Carbon in the diamond structure flattened along z (space group I4_1/amd), computed with Ansatz 0.2.0 using PBEsol, scalar-relativistic PAW, no spin polarization, a 420 eV plane-wave cutoff, a 12×12×12 k mesh and 0.05 eV Gaussian smearing. Atoms are held fixed, c/a refers to the conventional tetragonal cell, and both gaps are Kohn–Sham gaps on the k mesh.

| volume (Å³/atom) | c/a | shortest distance (Å) | band gap (eV) | least direct gap (eV) |
| --- | --- | --- | --- | --- |
| 5.162 | 1.3011 | 1.499 | 2.065 | 4.355 |
| 5.218 | 1.3011 | 1.504 | 2.057 | 4.334 |
| 5.610 | 1.3011 | 1.541 | 2.004 | 4.189 |
| 5.672 | 1.3011 | 1.547 | 1.996 | 4.167 |
| 5.825 | 1.3055 | 1.560 | 2.056 | 4.163 |
| 5.890 | 1.3054 | 1.566 | 2.047 | 4.141 |

The cell grows in every row, and the band gap mostly shrinks, from 2.065 eV to 1.996 eV over the first four rows. Between 5.672 and 5.825 Å³/atom it jumps up to 2.056 eV, then starts to fall again. The least direct gap, the smallest energy between a filled and an empty state of equal wave vector, makes no such jump. It falls in every row but almost stands still where the band gap rises.

**What is being changed**

The c/a column shows why one curve through all six rows would mislead. The crystal is diamond flattened along one axis, z. In the tetragonal cell used here undistorted diamond has $c/a=\sqrt2$, about 1.414, and all six cells lie roughly 8% below that. The last two are slightly less flattened than the first four, so the step that breaks the trend changes the shape of the cell as well as its volume.

The shortest distance hides this change. Each atom keeps four equal bonds, and their length grows in every row. What the flattening alters is the angle between them: the wide bond angle is 113.9° in the first four rows, against 109.5° in undistorted diamond. A plot of the gap against bond length would show the same jump and give no hint of its origin.

**Volume alone**

Take first the limit in which the shape is fixed and only the size changes. All distances then grow in the same proportion. The orbitals of neighbouring atoms overlap less, and the energy between bonding states, which are filled, and antibonding states, which are empty, shrinks. This suggests that both gaps fall as the cell expands, and they do so within each of the two shapes. For the band gap the argument is not a general rule, because its empty state lies away from the zone centre and depends on more than the overlap of neighbours. In silicon, which has the same structure, the band gap grows on expansion.

The direct gap responds more strongly. For the same small expansion it loses nearly three times as much energy as the band gap. Part of the difference may come from the flattening itself. The energy that flattening removes from a gap should also shrink as the crystal expands, which returns some of the loss, and the estimates further down suggest that the band gap has had more removed than the direct gap.

The common rule that bond energies scale as the inverse square of the distance gets the direction right and the size wrong. Over the first four rows the band gap varies as the distance to the power −1.1 and the direct gap to the power −1.4, where the rule has −2. The rule treats every energy in the crystal as if it scaled like an overlap between neighbours. That need not hold for a gap that is left over after a large splitting has been taken away, and these rows do not separate the possible causes of the weaker response.

**Shape alone**

Now take the opposite limit, a fixed volume and a changing shape. In undistorted diamond the three cubic axes are equivalent. The top of the filled bands consists of three states of equal energy, built from p orbitals along x, y and z. The bottom of the empty bands consists of six equal valleys, one in each direction along the three axes. Flattening makes z different from x and y, and both groups split.

For the filled states the bond angle gives the direction of the split. Flattening tilts the bonds towards the xy plane, so the p orbital along z points less well along them. It loses bonding and rises in energy, while the other two gain bonding and sink. The highest filled state therefore moves up.

For the empty states, symmetry requires a split but does not fix its direction. In diamond, as in silicon, compression along z, relative to the other two axes, is expected to lower the two valleys along z and raise the other four. The calculation agrees with that ordering. In all six rows the lowest empty state on the mesh lies on the z axis, five sixths of the way to the zone face, and the highest filled state lies at the zone centre. The gap is thus squeezed from both sides. The computed band edges bear this out at the step to the rounder shape: once their trend with volume, which is slightly curved, is taken off, the filled edge sinks and the empty edge rises, the empty one by more. The shares are only a guide, since the zero of energy in a crystal is a convention.

Degeneracy is what makes the effect large. If the top filled level and the bottom empty level at the zone centre were each a single state, a small flattening at fixed volume would leave them unmoved to first order, because the changes along the three axes would cancel. In a degenerate group only the average stays put. The gap is measured from the highest member of one group to the lowest member of the other, so it shrinks in direct proportion to the flattening.

This explains the irregular step. The last two cells are a little closer to cubic, so their split levels have moved a little way back together and the gap has partly reopened. The change looks trivial in the c/a column, only 0.33%, but it acts on a quantity to which the gap is very sensitive.

**Separating the two effects**

The simplest model lets the two effects add:

$$
\Delta E = -A\,\Delta\ln V + B\,\Delta\ln(c/a).
$$

Here $E$ is either gap, $V$ is the volume per atom, and $\Delta$ marks the change from one cell to another. The constant $A$ measures the loss on expansion, and $B$ the recovery as the cell returns towards $\sqrt2$. The form holds for flattened cells only, since at $\sqrt2$ the split levels meet and other states take over the band edges.

A least-squares line in $\ln V$ through the first four rows, which share one shape, gives $A=0.73$ eV for the band gap and 2.00 eV for the direct gap. Carried on to the last two volumes, these lines fall short of the computed band gap by 0.079 eV and of the direct gap by 0.049 eV, nearly the same amount in both rows. A constant offset is what a change of shape should leave behind if the two effects add, though two volumes about 1% apart test this only weakly.

At the step from 5.672 to 5.825 Å³/atom the two effects oppose each other. For the band gap, expansion takes away 0.019 eV and the rounder shape gives back 0.079 eV, so the gap rises. For the direct gap, expansion takes away 0.053 eV and the shape gives back 0.049 eV, so almost nothing happens. The smooth look of the direct gap is a near cancellation and no sign that it ignores the shape.

Another way to see this is to ask how much expansion would undo the reopening. For the direct gap it is $0.049/2.00$, or about 2.5% in volume, and the step happens to bring 2.7%. For the band gap it is $0.079/0.73$, or about 11%, far more than the step supplies.

**An estimate of the jump**

The size of the shape effect can be estimated without using the gaps of the last two rows, only their shape and volume. At this level of theory undistorted diamond has a band gap of roughly 4.1 eV, a recalled value. The flattened cell at 5.672 Å³/atom has 2.0 eV, so flattening has removed about 2.1 eV. On a logarithmic scale that cell lies 8.3% below $\sqrt2$, and the step takes back 0.33%, which is 4% of the flattening. If the loss is linear, 4% of it should return:

$$
0.04\times 2.1\ \text{eV}\approx 0.084\ \text{eV}.
$$

The volume part follows from the fitted slope:

$$
-0.73\ \text{eV}\times\ln\frac{5.825}{5.672}\approx-0.019\ \text{eV}.
$$

Together they give a rise of 0.065 eV, where the table has 0.060 eV. The computed gap at 5.825 Å³/atom took no part in the fit or in the estimate. The misfit is about as large as the rough starting value allows, since an error of 0.1 eV there would shift the result by 0.004 eV. It does support the central idea: the gap is about as sensitive to shape near 8% flattening as it is on average over the whole way from the cubic crystal.

The same reasoning can be tried for the direct gap. In undistorted diamond this gap lies at the zone centre, where the lowest empty level is also threefold and should split when the crystal is flattened. Starting from a recalled 5.6 eV, the estimate gives a shape part of 0.057 eV, about 17% above the 0.049 eV found. That is good enough to account for the near standstill. It is too coarse to give the sign of the small change, because the small remainder is the difference of two nearly equal terms.

**Using the result**

For a flattened diamond cell close to these, c/a should be compared before volume. One per cent in c/a moves the band gap by about 0.24 eV, the ratio of 0.079 eV to 0.33%. One per cent in volume moves it by less than 0.01 eV. The shape figure rests on only two neighbouring shapes, so it suits small corrections better than long extrapolations.

Mean pressure is an equally poor guide. In the cell at 5.610 Å³/atom it is close to zero, yet the crystal is under about 47 GPa of compression along z and 23 GPa of tension in the plane. A gauge that reported only the average would call this cell unstressed, although its gap is about half that of ordinary diamond at the same level of theory.

The gaps themselves should not be read as measurable values. PBEsol makes them too small: for undistorted diamond it gives the 4.1 eV used above, while experiment finds roughly 5.5 eV. The mesh can only act in the other direction: the true bottom of the valley need not fall on a mesh point, so the band gap on the mesh is an upper bound for this functional. The differences between rows should suffer much less, since every row takes its band edges from the same two mesh points.
